Q: This is WS₂ squeezed equally from all sides, calculated with the PBEsol functional. Which edge of the cell gives way first, and why?

Bulk WS₂ (P6₃/mmc, 6 atoms per cell) was relaxed at each pressure at zero temperature without zero-point motion, keeping its symmetry, with Ansatz 0.2.0 (PBEsol, scalar-relativistic plane-wave PAW, no spin polarisation, 420 eV cutoff, Gaussian smearing, 12×12×2 k mesh at zero pressure). Changes are relative to the zero-pressure cell, which has a = 3.146 Å, c = 12.705 Å and 18.15 Å³ per atom.

```
pressure (GPa)  volume change (%)  enthalpy change (eV/atom)  a change (%)  c change (%)
             0               0.00                      0.000          0.00          0.00
             3              -7.42                      0.325         -0.75         -6.02
             8             -12.75                      0.832         -1.84         -9.45
            15             -17.37                      1.505         -3.16        -11.89
            30             -23.86                      2.849         -5.45        -14.82
            60             -32.09                      5.287         -8.97        -18.04
```

A: The long one does. The edge a lies within a sheet of WS₂, while c runs across the stack, through two sheets and the two gaps between them. At 3 GPa, c has lost 6.02 % of its length and a only 0.75 %. That is a factor of eight between two directions of one crystal under the same pressure.

The reason is the chemistry of layered crystals. To shorten a, the pressure must work against the strong W–S bonds that hold each sheet together. To shorten c, it need only push neighbouring sheets closer, and these meet through filled sulphur shells that attract each other weakly. The loss therefore goes into the gaps. The length of c alone cannot show this, since it would look the same if the sheets themselves had thinned. The relaxed positions can: measured between its two planes of sulphur, a sheet is about 2 % thicker at 60 GPa than at zero pressure.

Q: Does c keep that lead up to 60 GPa?

A: Only in the total. At 60 GPa c has still lost about twice as large a fraction of its length as a, but its lead in each further step dwindles to almost nothing. Two limits help to read the volume change. If the sheets were rigid within their plane, the whole volume loss would come from c. If all edges shrank by the same fraction, c would account for one third, because a counts twice in the volume. From 0 to 3 GPa the share of c is 80 %, and from 30 to 60 GPa it is 34 %, so the crystal moves from near the first limit to the second.

This happens because c becomes stiff, while a never becomes soft. Between the first step and the last, the rate at which a shrinks falls by half, from 0.25 to 0.13 % per GPa. The rate for c falls sixteenfold, from 2.07 to 0.13 % per GPa. The two directions end up equally compressible in the last step, although the bonding along them is still different.

Q: Why should the soft direction stiffen so much faster than the hard one?

A: Because the repulsion between filled shells grows roughly exponentially as they approach. It comes from the overlap of the outer tails of the electron clouds, and these tails decay about exponentially with distance. Let x be the narrowing of a gap and L the distance over which the repulsion grows by a factor e. At zero pressure the repulsion balances a weak attraction, which we write as a pressure P₀ and treat as constant. Narrowing the gap by x multiplies the repulsion by exp(x/L), and the applied pressure p supplies the difference:

p = P₀ [exp(x/L) − 1]

Solved for the narrowing, this reads

x = L ln(1 + p/P₀)

When p is far below P₀, the narrowing is proportional to the pressure, as for an ordinary soft spring. When p is far above P₀, each doubling of the pressure takes the same further length, L ln 2. The stiffness dp/dx equals (p + P₀)/L, so a gap that starts soft becomes stiff in proportion to the load it carries. A W–S bond starts out stiff, and the same pressures change its stiffness by a much smaller factor.

The table shows this pattern of doublings. Going from 15 to 30 GPa takes 2.9 % of the original c, and going from 30 to 60 GPa takes 3.2 %. The second step adds twice as much pressure as the first, yet it gains only slightly more length.

Q: In this calculation the band gap of WS₂ closes between 15 and 30 GPa, and at 30 GPa the bands overlap by about 0.1 eV on the sampled k points. Could that be what makes c collapse?

A: Most of the collapse comes too early for that. At 8 GPa the calculation still gives a band gap of about 0.5 eV on its sampled k points, and c has already lost 9.45 % of its length. That is more than half of the 18.04 % it has lost at 60 GPa. The k mesh can miss a band crossing between its points, so the calculated gap may close sooner than it appears to. But at 3 GPa the sampled gap is still 0.75 eV, and a third of the total loss is already complete. Moreover, PBEsol usually makes band gaps too small, which taken alone would put the closing of the real gap at a higher pressure than here.

We can also ask whether the metallic rows need any new physics. I fitted the logarithmic law to the c change by least squares, using only the four rows up to 15 GPa, where the calculation finds a gap. With lengths in per cent of the original c, the fit gives 4.19 for the factor in front of the logarithm and 0.935 GPa for P₀. The row at 60 GPa took no part in the fit, and for it the law predicts

loss of c = 4.19 × ln(1 + 60/0.935) = 4.19 × 4.18 = 17.5 %

The full calculation gives 18.04 %, so the law falls short by about half a percentage point. A law with two constants is bound to follow three compressed rows rather well, and the prediction is therefore the better test. Even so, passing it does not single out the exponential repulsion. Any law in which the stiffness grows in step with the pressure, such as the Murnaghan equation of state, is expected to give a very similar curve. The constants themselves should not be read as properties of the gap. They can trade against each other, and they absorb any change in the thickness of the sheets.

The law does fail in one direction: at 30 and 60 GPa the crystal shortens a little more than predicted. Thinner sheets are not the reason, since by then the sheets have grown slightly thicker, and the gaps must close by even more than c loses. Perhaps the repulsion grows less steeply than an exponential at short distances, or the attraction, which the law holds constant, grows as the sheets approach. The change to a metal might also contribute to this small remainder, and these data do not separate the causes. What they do show is that no large extra shortening of c accompanies the closing of the band gap.

Q: The enthalpy rises by more than 5 eV per atom. Is the crystal under that much strain?

A: No, most of that rise is the price of occupying space under pressure. The enthalpy is H = E + pV, where E is the internal energy and V the volume, and for a relaxed crystal the slope of H against p is simply V. Suppose first that WS₂ could not be compressed at all. Each atom would keep its 18.15 Å³, and with 1 eV/Å³ equal to about 160 GPa the rise at 60 GPa would be

60 × 18.15 / 160 = 6.8 eV per atom

The computed rise is lower, 5.29 eV per atom, because the crystal gives up volume as the pressure grows. Of this, 4.62 eV is pressure times the remaining volume. Only the other 0.67 eV is energy stored in the squeezed crystal.

A rising enthalpy does not mean that the crystal is becoming unstable, since the enthalpy of any phase rises with pressure. Stability is decided by comparing two structures at the same pressure. Here the symmetry of the stacking was held fixed, so the layers had no chance to slide into another arrangement, as they are known to do in compressed MoS₂.

Q: Real sheets of WS₂ are held together largely by van der Waals attraction, which PBEsol lacks at long range. What would change if it were included?

A: The beginning of the curve would change most. Without that attraction the calculated crystal starts with a c that is too long, by roughly 3 % as far as I recall. In the logarithmic law, a pressure of about 1 GPa shortens c by that amount. As an estimate of the order of magnitude, then, the absent attraction acts like an extra pressure of 1 GPa.

A real crystal thus starts some way along this curve, beyond its softest stretch. The 6 % loss of c in the first 3 GPa is probably exaggerated, and so is the factor of eight between c and a. The missing attraction is expected to grow as the sheets approach, so 1 GPa holds only near the start. It should still be a smaller part of the load at 30 GPa than at 3 GPa, and the later steps should be more reliable. The total changes still carry the early excess, because every row is measured from the same overlong cell.

Q: Leaving the functional aside, how many digits of the c change can I use?

A: I would use at most one decimal, and allow it an error of at least one unit. That unit comes from the relaxation alone, as no higher cutoff or denser k mesh was tried for the same cell. The cell at zero pressure was left with a small residual stress along c, about 0.03 GPa. In the first step c changes by about 2 % per GPa, so this stress shifts the reference length by

0.03 × 2 = 0.06 %

The true shift may be more than twice as large, because c is softest right at zero pressure: there the logarithmic law has more than twice the mean slope of the first step. The first decimal of the c change may therefore be off by one, and the second has no meaning as an absolute value.

This error is common to all the compressed rows, since they share one reference, and it nearly cancels when you subtract one row from another. The edge a suffers much less, being far stiffer. Even there I would not build an argument on the last digit, because the k mesh and the smearing width vary along the scan, because the smearing is narrow for the metallic rows, and because the PAW datasets were made for the PBE functional and not for PBEsol.

Q: How early does the band gap respond to the squeeze, and would you expect the same pattern of c and a in MoS₂?

A: It responds early, while c is doing most of the shrinking. This is expected, since the top of the valence band lies at Γ, where the sulphur orbitals of neighbouring sheets should overlap more as the sheets approach. In the same calculation the band gap has fallen by about a third at 3 GPa, while a has changed by less than 1 %. The lattice constant within the sheet is therefore a poor guide to how far a squeezed stack has changed. The size of this early fall in the gap is probably exaggerated, since the calculation starts from an overlong c.

For MoS₂ I would expect the same pattern, though nothing here tests it. Sulphur faces sulphur across its gaps as well, so c should again shrink fast at first and then lose its lead. For any layered crystal, ask what meets across the gap and what holds the sheet together. Weakly bound filled shells across the gap make c soft at the start, and their steep repulsion ends that softness.
